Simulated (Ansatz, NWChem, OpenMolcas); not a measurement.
# Computed against measured: dipole moment

9 molecules with nitrogen; the dipole moment in D, computed less measured. Shapes, held fixed at every level: PBE0-D4/def2-TZVP. No vibrational averaging. Dipoles are compared by magnitude; molecules under 1 D, whose direction can flip, are left out. Programs: Ansatz 0.2.0, NWChem 7.3.0, OpenMolcas 26.06. A level may come from different programs for different species; with the same settings they agree closely. Measured values: NIST CCCBDB.

Levels: A = HF/def2-SVP; B = r2SCAN-D4/def2-TZVPP; C = B3LYP/6-31G* (spherical functions).

```
                     molecule  measured      A      B      C
NS (Mononitrogen monosulfide)      1.81  -0.17  -0.01  -0.08
       HCN (hydrogen cyanide)      2.98  +0.21  +0.04  -0.08
           CH3N (methanimine)      2.00  +0.20  -0.04  -0.06
C2F3N (cyanotrifluoromethane)      1.33  -0.16  +0.16  +0.14
           CH5N (methylamine)      1.31  +0.13  -0.03  +0.10
  C2H5N (N-methylmethanimine)      1.53  +0.21  -0.10  -0.13
             C3H3NO (oxazole)      1.50  +0.02  +0.07  +0.05
        C2H7N (dimethylamine)      1.03  +0.06  -0.13  -0.05
              C4H5N (pyrrole)      1.84  +0.18  +0.10  +0.10
```

Sum up the errors.


| level | kind | mean error | mean absolute error | worst case |
| --- | --- | --- | --- | --- |
| HF/def2-SVP | Hartree–Fock | +0.076 | 0.149 | HCN |
| r2SCAN-D4/def2-TZVPP | meta-GGA | +0.007 | 0.076 | C2F3N |
| B3LYP/6-31G* (spherical functions) | global hybrid | -0.001 | 0.088 | C2F3N |

On this set r2SCAN-D4/def2-TZVPP has the smallest mean absolute error and HF/def2-SVP the largest. HF/def2-SVP is too high in 7 of 9. The levels differ in basis as well as in method. The tabulated values of C2F3N, C4H5N are in doubt (older tables, estimates, or at odds with other calculations) and kept here. Over the 7 molecules whose values aren't doubted the mean absolute errors are A 0.143; B 0.060; C 0.079. The smallest two are near a tie. Spin contamination: NS (⟨S²⟩ up to 1.14). Open shells run unrestricted. The set is small.

Hartree–Fock mostly exaggerates the polarity of these molecules. Without electron correlation, too much charge stays on the more electronegative atom; correlation usually moves some of it back, most visibly in multiple bonds such as those of HCN and the imines, where the errors reach +0.21 D. NS and C2F3N break the pattern. In NS the unpaired electron occupies a π* orbital shared by both atoms, and spin contamination probably distorts its distribution. In C2F3N the CF3 and CN groups pull in opposite directions, so the net dipole is a sensitive difference between two large contributions.

The almost vanishing mean errors of the two density functionals reflect cancellation rather than freedom from bias. Both give dipoles that are too low for most of the molecules with undoubted reference values, and the positive errors of C2F3N and pyrrole help to offset this. The data therefore support smaller typical errors for the functionals than for Hartree–Fock at the levels used, but not a ranking of the two functionals.
